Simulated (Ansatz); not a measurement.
Level of theory: DFT PBE, scalar-relativistic, plane waves, PAW in Ansatz. All cells share a 420 eV cutoff and Γ-centred k meshes spaced at most about 0.3 Å⁻¹ (about 0.25 or finer for metals, 2π included). No spin polarisation in the final relaxations.

These are static total energies at zero pressure.

Two forms of Ge5Pd were relaxed alike.

A. Space group P6/mmm (No. 191), hexagonal, a = 5.152 Å, c = 5.274 Å. Ge on a site of symmetry mmm is surrounded by 4 Ge at 2.58 Å and 4 Ge at 3.03 Å; Ge on a site of symmetry -6m2 has 3 Pd at 2.97 Å and 9 Ge at 2.97–3.03 Å; around Pd lie 6 Ge at 2.97 Å and 12 Ge at 3.69 Å.

B. Space group F-43m (No. 216), cubic, a = 7.764 Å. Ge on a site of symmetry 3m is surrounded by 6 Ge at 2.74–2.75 Å, 3 Pd at 3.22 Å and 3 Ge at 3.22 Å; Ge on a site of symmetry -43m has 12 Ge at 3.22 Å and 4 Pd at 3.36 Å; Pd is surrounded by 16 Ge at 3.22–3.36 Å.

Task: Which would you expect to be lower, and how large is the difference?

Result: B is lower, by 18 meV/atom. A has space group P6/mmm (No. 191), 20.2 Å³/atom and no gap on its mesh; B has space group F-43m (No. 216), 19.5 Å³/atom and no gap. Counting Ge atoms around Pd (those within 1.25 times the shortest such distance or 1.15 times the sum of covalent radii; a plus sign parts nearer from farther groups; the shortest distance is added where it is long for a bond), A has Pd 6+12 and B has Pd 16 from 3.2 Å. A holds Ge–Ge nets (shortest 2.58 Å); in B the shortest Ge–Ge distance is 2.74 Å, near bonding range too. The denser one is the lower, and pressure would at first widen the difference. Even the lower one lies +0.38 eV/atom against the reference forms of the elements (uncorrected), so neither is stable at this level. Both come from invented guesses. A third cell relaxed alike, in P6/mmm, lies 0.31 eV/atom below the lower of the two.

Cells relaxed within their symmetry can be saddle points.

The 18 meV/atom preference for B is small beside the energy by which both forms lie above the elements. That shared penalty probably comes from a poor match between atom and site. Both frameworks offer Pd a roomy cage of the kind that suits a large, electropositive atom, whereas Pd is fairly small and close to Ge in electronegativity. Its nearest Ge neighbours, at 2.97 Å in A and 3.22 Å in B, are too distant for strong Pd d–Ge p bonding, while Ge gives up the directed tetrahedral bonds of its elemental form for longer, more metallic contacts. B may gain slightly because several moderately short Ge–Ge contacts make up for the loss of A's shorter ones, but the energies do not isolate this effect.

The third cell shares A's space group yet lies far lower, so the atomic arrangement matters here, not the symmetry label. It too remains above the elements, and the more demanding comparison, with PdGe plus Ge, is still to be made.
